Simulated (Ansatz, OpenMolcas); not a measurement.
**A small benchmark: dipole moment**

8 molecules holding an element past argon; the dipole moment in D, computed less measured. Shapes, held fixed at every level: PBE0-D4/def2-TZVP. No vibrational averaging. Dipoles are compared by magnitude; molecules under 1 D, whose direction can flip, are left out. Programs: Ansatz 0.2.0, OpenMolcas 26.06. Measured values: NIST CCCBDB.

Levels: A = HF/STO-3G; B = PBE-D4/def2-TZVPP; C = r2SCAN-D4/def2-TZVPP; D = wB97M-V/def2-TZVPP.

```csv
molecule,measured,A,B,C,D
BrF (SMILES FBr),1.42,-1.35,-0.18,-0.17,+0.02
AsF3 (arsenic trifluoride),2.59,-1.32,-0.32,-0.28,-0.06
CH2Br2 (dibromomethane),1.43,+0.14,0.00,+0.10,+0.07
CH3Br (bromomethane),1.81,-0.13,+0.02,+0.14,+0.08
CH3I (methyl iodide),1.62,+0.20,+0.03,+0.15,+0.05
CHBrF2 (bromodifluoromethane),1.50,-0.16,-0.22,-0.14,-0.13
C2H3Br (vinyl bromide),1.42,-0.02,-0.09,+0.03,+0.05
C2H5Br (bromoethane),2.03,-0.15,+0.04,+0.18,+0.10
```

Which level does best on this set, which worst, and which err to one side?


```
               level                    kind  mean error  mean absolute error  worst case
           HF/STO-3G            Hartree–Fock      -0.349                0.434         BrF
   PBE-D4/def2-TZVPP                     GGA      -0.090                0.113        AsF3
r2SCAN-D4/def2-TZVPP                meta-GGA      +0.001                0.149        AsF3
  wB97M-V/def2-TZVPP  range-separated hybrid      +0.023                0.070      CHBrF2
```

On this set wB97M-V/def2-TZVPP has the smallest mean absolute error and HF/STO-3G the largest. HF/STO-3G is too low in 6 of 8; wB97M-V/def2-TZVPP is too high in 6 of 8. The levels differ in basis as well as in method. For atoms past krypton def2 sets carry core potentials with scalar relativity. All-electron rows are non-relativistic unless named. Relativity is left out for As, Br. The set is small.

The fluorides decide the ranking. wB97M-V leads PBE because it does better on BrF, AsF3, CHBrF2 and, by a little, vinyl bromide; for the four saturated halides without fluorine, PBE is closer to experiment. The near-zero mean error of r2SCAN is a cancellation, with all three fluorides too low and every other molecule too high. Semilocal functionals probably spread charge too evenly along the strongly polar bonds to fluorine, an error that exact exchange reduces.

The collapse of HF/STO-3G for BrF and AsF3 points to the basis rather than to Hartree–Fock, which usually exaggerates bond polarity. A minimal basis has no polarisation functions and cannot let the fluorine valence shell expand as it gains charge. Its modest errors for the other molecules therefore probably owe much to compensation. CHBrF2 is too low by a similar amount at every level, which suggests a shared source, such as the common geometry or the measured value, rather than a failure of any one functional.
